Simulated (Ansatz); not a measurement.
**Strength of the C–Sn bond: Sn(CH3)Cl3 → SnCl3 + CH3**

Species: Sn(CH3)Cl3 (methyltin trichloride), singlet; SnCl3 `[Cl][Sn]([Cl])[Cl]`, doublet; CH3 `[CH3]`, doublet. 

Shapes, held fixed at every level: PBE0-D4/def2-TZVP. Programs: Ansatz 0.2.0. The zero-point and thermal change to 298 K, harmonic and unscaled (PBE0-D4/def2-TZVP), is -14.0 kJ/mol.

**Question.** Estimate ΔH(298 K) of this reaction.

**Answer.** The highest level, CCSD(T)/def2-TZVPP, gives ΔH(298 K) = +289.6 kJ/mol; the levels span +186.0 to +289.6. The column of differences is taken from that level and isn't an error. Hartree–Fock misses the correlation of the pair that is broken and comes out low. No measured value is set beside it here. Open shells run unrestricted unless RO is named. For atoms past krypton def2 sets carry core potentials with scalar relativity. Correlated rows may include outer-core shells of Sn, which these sets cover unevenly. Times are processor times on shared x86 and Arm servers, and rough.

```csv
level,kind,ΔH(298 K) (kJ/mol),less CCSD(T)/def2-TZVPP,CPU time (sum over the molecules)
HF/def2-TZVPP,Hartree–Fock,+186.0,-103.6,–
B3LYP-D4/def2-TZVPP,global hybrid,+256.6,-33.0,43 s
PBE0-D4/def2-TZVPP,global hybrid,+274.0,-15.6,32 s
r2SCAN0-D4/def2-TZVPP,global hybrid,+259.0,-30.6,50 s
B2PLYP/def2-TZVPP,double hybrid,+266.8,-22.8,53 s
CCSD/def2-SVP,coupled cluster or CI,+269.0,-20.6,–
CCSD(T)/def2-TZVPP,coupled cluster or CI,+289.6,0.0,13 min
```

Homolysis of the Sn–C bond is strongly endothermic at every level, so the methods disagree about the strength of the bond but not about its being a robust covalent one. The bond joins carbon to a diffuse tin valence shell, which limits overlap, while the electronegative chlorines draw tin p character towards themselves and leave more s character for the bond to carbon. On cleavage the methyl radical flattens, whereas SnCl3 stays pyramidal with its odd electron in an s-rich tin hybrid.

The Hartree–Fock deficit of 103.6 kJ/mol probably also includes correlation between the bonding pair and the neighbouring Sn–Cl bonds and chlorine lone pairs. All the density functionals fall below CCSD(T)/def2-TZVPP, PBE0-D4 least and B3LYP-D4 most. PBE0 and r2SCAN0 contain the same fraction of exact exchange yet differ clearly, so that fraction alone doesn't set the order. The gap between the two coupled-cluster rows can't be read as the effect of triples, since the basis set changes as well.
